**Question: Why does CCSD(T) get worse just when Hartree–Fock gets a better determinant?**

I'm looking at planar SiH₃⁺, an ion found in the silane plasmas that deposit silicon films. All three Si–H bonds are stretched together. Scale 1 is a bond of about 1.47 Å; energies are in eV and counted from that point, which has no row of its own. "R" and "U" mark restricted and unrestricted determinants: the first keeps electrons paired in shared orbitals, the second lets up and down spins have different ones.

Singlet SiH₃⁺ in the cc-pVDZ basis, calculated with Ansatz 0.2.0 and the in-house AFQMC program afq 1. The scan scales all Si–H bonds of the PBE0/def2-TZVP geometry together; each level's energies are counted from its own value at scale 1, where the determinant is restricted. The five core orbitals of silicon are frozen in the correlated wavefunction methods.

```
point scale  number  determinant  HF, energy from the start of the scan (eV)  MP2, energy from the start of the scan (eV)  CCSD(T), energy from the start of the scan (eV)  phaseless AFQMC, energy from the start of the scan (eV)  FCI, energy from the start of the scan (eV)  PBE, energy from the start of the scan (eV)  PBE0, energy from the start of the scan (eV)
      0.864       1            R                                       1.588                                        1.619                                            1.658                                                    1.661                                        1.663                                        1.857                                         1.750
      1.113       2            R                                       0.753                                        0.675                                            0.604                                                    0.599                                        0.597                                        0.415                                         0.539
      1.307       3            R                                       3.695                                        3.392                                            3.087                                                    3.066                                        3.056                                        2.630                                         3.010
      1.496       4            R                                       6.913                                        6.266                                            5.556                                                    5.546                                        5.465                                        5.048                                         5.703
      1.737       5            U                                       7.120                                        8.259                                            7.820                                                    7.602                                        7.469                                        7.370                                         7.893
      1.987       6            U                                       7.414                                        8.668                                            8.679                                                    8.559                                        8.434                                        8.439                                         8.766
      2.404       7            U                                       7.549                                        8.862                                            9.050                                                    9.023                                        8.979                                        9.008                                         9.256
```

At scale 1.737 the unrestricted determinant takes over, which I thought was the cure for stretched bonds. Yet CCSD(T) has its largest error against FCI right there. Why? And can I trust PBE, which ends up almost on top of FCI?

**Answer**

Start with where the atoms are going. Silicon gives up an electron more easily than hydrogen, so the ion falls apart into Si⁺ and three H atoms. Si⁺ keeps a 3s pair and one 3p electron, and each hydrogen takes one electron. Three shared pairs thus turn into one lone pair and four single electrons on four different atoms, with their spins still coupled to a singlet.

A restricted determinant can't describe that ending. It keeps a sizeable chance of finding both electrons of a bond on the same atom, however far apart the atoms are. This costs more and more energy, so HF climbs too steeply and stands 1.45 eV above FCI at scale 1.496. The unrestricted determinant removes the cost by letting electrons settle on separate atoms. Counted from the start of the scan, HF then drops below FCI (its total energy never does), because the molecule at the start had correlation in its bonds that separated atoms no longer have.

The sudden change between these rows comes from joining two HF solutions; the FCI curve has no such break. The program warns that the restricted determinant becomes unstable towards an unrestricted one on this scan, and judged by HF energy alone, the join probably comes late. Extending the unrestricted line through 1.737 and 1.987 back to 1.496 gives 7.120 − 1.176 × 0.241 ≈ 6.84 eV, below the tabulated 6.913 eV. If the curve flattens outwards from there on, as bond breaking suggests, the true unrestricted value is lower still, possibly by a good deal, and part of the suddenness only reflects where the join was put.

To see what this does to CCSD(T), count how much work is left after HF. The total energies at scale 0.864 put HF 2.933 eV above FCI. Its relative error there is −0.075 eV, so the gap at the start of the scan is 2.933 + 0.075 = 3.008 eV. Adding the relative error of any other row gives the gap in that row; at 1.737 it is 3.008 − 0.349 = 2.659 eV.

At 1.496 the same sum gives 4.456 eV, so the switch makes the remaining task much smaller. But CCSD(T) now does it less well: the share of the gap that it closes falls from 98 % to 86 %. MP2 falls from 66 % to 43 %. For MP2 that is only the smaller denominator: it stays as far above FCI as before (1.533 eV, then 1.522 eV). CCSD(T) really loses ground, from 0.1055 to 0.3655 eV above FCI. Two things change in this step, and with one determinant per row the table can't separate them. The longer bonds alone should raise the error a good deal: on the restricted determinant the same distance from FCI had already more than doubled between 1.307 and 1.496, from 0.045 eV to the 0.1055 eV just given. The unrestricted determinant is expected to add to that, being harder to correct than the restricted one at the same geometry although its own energy is lower.

For the determinant's part, the standard explanation is spin. An unrestricted determinant for partly broken bonds isn't a pure singlet; it mixes in states of higher spin. While the bonds still hold, those states lie well above the singlet, and removing them takes many electrons rearranged together, which MP2 and CCSD(T) treat poorly. Once the atoms are far apart, the spin states have nearly the same energy and the mixture does little harm. The program did flag the unrestricted determinant as spin contaminated, and the recovery of CCSD(T) to 95 % of the gap at 2.404 fits this picture, although these energies don't measure the spin mixing itself, and the methods may not all follow the same spin state in the unrestricted rows. The program also flagged the coupled-cluster state for this scan, so part of the CCSD(T) error may come from the solution it settled on.

Phaseless AFQMC shows a similar hump, probably because its constraint relies on a CISD trial function built on the same determinant. It suffers less: with energies counted from the start of the scan again, its error at 1.737 is 0.13 eV, against 0.35 eV for CCSD(T). Just before the switch, at 1.496, the two are about equally far off. The program also warned that AFQMC with its constraint released and the highest coupled-cluster level disagree on this scan; the errors here are measured against FCI, which relies on neither.

PBE's good ending is not a sign of a good curve. Its error runs from +0.19 eV in the compressed ion to −0.43 eV at 1.307, and only then returns to nearly zero. Close to the start the error grows roughly in proportion to the displacement, as it would if PBE preferred a slightly longer bond. PBE0 shows the same tilt near the start, only weaker, and errs the other way further out: it stays within 0.09 eV of FCI up to 1.307, is 0.42 eV too high at 1.737 and ends 0.28 eV too high. Part of that last excess may belong to the reference, because a small basis misses more correlation in the bound ion than in separated atoms and so makes FCI bonds too weak. In that case PBE's good ending is partly luck. Two more cautions apply to both functionals. They break spin symmetry on part of the curve, and the table doesn't show in which rows. And FCI still rises by 0.545 eV over the last step, so the last row is probably not yet the limit of separated atoms.

For an energy surface meant to cover breaking bonds, the partly broken region matters as much as the end points, and along this stretch a fit to CCSD(T) would inherit an error of a few tenths of an eV. So don't judge a curve by its two ends, or a determinant by its energy alone. Near a change of determinant, run both at the same geometry, and where the corrected energies disagree, use a method that starts from several determinants.
